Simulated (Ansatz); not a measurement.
# A series in volume scale on Au

All results are calculated (Ansatz 0.2.0). Free energy against uniform scaling of the volume at fixed shape and fractions; periodic cell, basis, potentials, k mesh and filling as listed.

The cell before it is scaled or strained (space group P6_3/mmc, No. 194):
```
Au
1.0
      2.9000     0.0000     0.0000
     -1.4500     2.5115     0.0000
      0.0000     0.0000     4.8800
Au
2
Direct
  0.33333 0.66667 0.75000
  0.66667 0.33333 0.25000
```

Settings of every row: functional LDA; dispersion none; potentials all-electron LAPW; k mesh 11x11x6; k shift 0x0x0; occupations gaussian; smearing width 0.1 eV; spin none; SCF threshold exponent -8.

Limits: coarse k mesh, up to 40 meV an atom off; minimum outside the range; no spin-orbit coupling, which can matter with elements this heavy.

```
row  volume scale  V (Å³/atom)  energy above lowest point (meV/atom)
  1          0.94       16.705                                     0
  2          0.96       17.061                                     7
  3          0.98       17.416                                  21.5
  4             1       17.771                                  42.4
  5          1.02       18.127                                     ?
  6          1.04       18.482                                 100.5
  7          1.06       18.838                                 136.2
```

Question: what energy above lowest point should row 5 give?

Worked fit of energy above lowest point. Take u = (V_r/V)^(2/3) − 1 with V_r = 17.593 Å³ an atom, which is twice the finite (Eulerian) strain; such expansions in the strain, on which the Birch-Murnaghan equation of state is built, carry the rest volume and the bulk modulus. The shown rows have u = 0.03513, 0.02068, 0.00676, -0.00669, -0.03233, -0.04456. Least squares give energy above lowest point = 31.16 − 1559.2 × u + 18593 × u² + 15295 × u³ meV/atom; a parabola predicts inner rows, each left out in turn, worse (root mean square 0.28 against 0.035 meV/atom). All shown rows lie on it to the printed digit. The withheld row has u = -0.01974, so the fit gives 31.16 − 1559.2 × (-0.01974) + 18593 × (-0.01974)² + 15295 × (-0.01974)³ = 69.1 meV/atom.

The calculation gave 69 meV/atom. The fit lies 0.1 meV/atom (0.073 % of the column's range) above it, one unit of the last digit.
